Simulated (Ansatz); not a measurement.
Relaxed sheet of SnSe$_{2}$, cell area A = 12.668 Å²:

```
CELL_PARAMETERS angstrom
3.82468 0.00000 0.00000
-1.91234 3.31227 0.00000
0.00000 0.00000 32.37601
ATOMIC_POSITIONS crystal
Se 0.66667 0.33333 0.45056
Sn 0.00000 0.00000 0.50000
Se 0.33333 0.66667 0.54944
```

Theory: DFT PBE+D3(BJ), scalar-relativistic, plane waves, PAW in Ansatz. Cutoff 420 eV; k points 12×12×1 on the computed 3-atom cell (Γ-centred); Gaussian smearing, width 0.02 eV; no spin polarisation. No periodic images along c.

Under biaxial strain, atoms relaxed, stress positive in compression; ΔE is the free energy at this smearing, of which the stress is the derivative:

```
strain (%)  σxx (N/m)  σyy (N/m)  ΔE (meV/cell) thickness (Å)
        -2      1.728      1.728          25.84          3.249
        +2     -1.431     -1.431          23.89          3.152
```

(1) Which in-plane elastic constants follow from the stresses?

(2) Do the energies agree?

(3) The unstrained thickness between the outer atoms is 3.201 Å. How does it respond?

Results:

(1) With εxx = εyy = ε the tension along x is (C11 + C12)ε. The central difference gives C11 + C12 = (1.728 − (-1.431))/0.04 = 79.0 N/m and C22 + C12 = 79.0 N/m. The layer modulus for a change of area, (C11 + C22 + 2C12)/4, is 39.5 N/m.

(2) The second difference [ΔE(−ε) + ΔE(+ε)]/(A·ε²) = (25.84 + 23.89) meV/(12.668 Å² × 0.0004) × 16.02 N/m per eV/Å² = 157.2 N/m should equal C11 + C22 + 2C12 = 157.9 N/m; they differ by 0.5 %, so the two routes agree. The stress in compression and in tension differ in size because of the third-order constants.

(3) d ln t/dε = (3.152 − 3.249)/(3.201 × 0.04) = -0.76: the sheet thins as it is stretched, as its bonds turn towards the plane.

The sheet resists a change of area with a layer modulus of 39.5 N/m, and it does so by both bending and stretching its Sn-Se bonds. Turning of the bonds towards the plane is only part of the response: with bonds of fixed length, the relaxed geometry would require a much stronger thinning than the computed -0.76, so the bonds must also lengthen under tension and shorten under compression. The free Se surfaces let the layer adjust its height, which relieves part of the bond strain and softens the in-plane response. The larger stress and energy in compression fit the usual bond anharmonicity, in which short-range repulsion rises faster than the attraction that resists stretching. The equality of σxx and σyy follows from the threefold symmetry of the sheet and is no separate test of the stresses. Equal biaxial strain fixes only the sum C11 + C12, so Young's modulus, the in-plane Poisson ratio and the shear stiffness remain undetermined without a strain of another shape.
